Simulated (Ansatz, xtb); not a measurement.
Two isomers of C3H8BFGe

Structure a is `C=C(C)[B](F)[GeH3]`, a singlet and structure b is `C=CC[B](F)[GeH3]`, a singlet. Both are isolated molecules in the gas phase, relaxed with B3LYP-D3(BJ)/def2-SVP; each stands in its lowest conformer found.

Task: Estimate E(b) − E(a) at the level CCSD(T)/def2-SVP + ΔMP2/def2-TZVPP.

Result: Calculated at CCSD(T)/def2-SVP + ΔMP2/def2-TZVPP: E(b) − E(a) = +18.9 kJ/mol, so structure a lies lower.

Level by level:

```
                             level               geometry  E(b) − E(a) (kJ/mol)  departure from the last row (kJ/mol)  job, with rough time for the two
                          GFN2-xTB               GFN2-xTB                   +15.6                                  −3.3              optimisation, 0.22 s
                         HF/STO-3G               GFN2-xTB                   +26.1                                  +7.2               single point, 0.3 s
                r2SCAN-D4/def2-SVP               GFN2-xTB                   +20.5                                  +1.7               single point, 1.6 s
             B3LYP-D3(BJ)/def2-SVP  B3LYP-D3(BJ)/def2-SVP                   +18.6                                  −0.3                optimisation, 31 s
                       HF/def2-SVP  B3LYP-D3(BJ)/def2-SVP                   +20.9                                  +2.1           part of the CCSD(T) run
                      MP2/def2-SVP  B3LYP-D3(BJ)/def2-SVP                   +17.7                                  −1.2           part of the CCSD(T) run
                  CCSD(T)/def2-SVP  B3LYP-D3(BJ)/def2-SVP                   +18.2                                  −0.7                      single point
CCSD(T)/def2-SVP + ΔMP2/def2-TZVPP  B3LYP-D3(BJ)/def2-SVP                   +18.9                                                      single point, 29 s
```

As drawn, both hold the same kinds of bond in the same numbers. Structure a has 1 methyl group, b 0.

None of the levels shown reverses the order. The largest departure from CCSD(T)/def2-SVP + ΔMP2/def2-TZVPP is that of HF/STO-3G, 7.2 kJ/mol. The last row adds to CCSD(T) the change of the MP2 difference between the two basis sets, here +0.7 kJ/mol.

With thermal terms from frequencies at re-optimised GFN2-xTB minima (ideal gas, soft modes damped towards free rotors, one conformer each, 298.15 K, 1 atm): the zero-point term adds −0.2 kJ/mol; ΔH is +18.6 and ΔG +17.4 kJ/mol.

The correlated steps freeze 14 core orbitals; the filled d shell of Ge is correlated, in a basis made for valence electrons. Run with Ansatz 0.2.0, xtb 6.7.1; the last row on 4 threads of AMD EPYC 9R45 96-Core Processor (Zen 5) on a shared host.

The isopropenylborane lies below its allyl isomer by 18.9 kJ/mol, most likely because its C=C bond is attached directly to boron. The π electrons can then delocalise into the formally empty boron p orbital, whereas in the allyl compound a saturated CH2 group interrupts this conjugation. Lone-pair donation from fluorine competes for the same orbital and probably tempers the gain. Equal bond counts also hide a change in hybridisation: the isopropenyl isomer has an sp2 C–B bond and a more substituted alkene, both of which should favour it.

Hartree–Fock in the same double-zeta basis already gives +20.9 kJ/mol, so the preference doesn't originate in electron correlation. The slight narrowing from ΔH to ΔG suggests a somewhat larger entropy for the allyl isomer, in keeping with its more flexible chain, but far too small to overturn the order. The total difference can't separate conjugation from the hybridisation and substitution effects; the 1-propenyl isomer, which keeps the vinyl–boron link without the branching, would be a useful comparison.
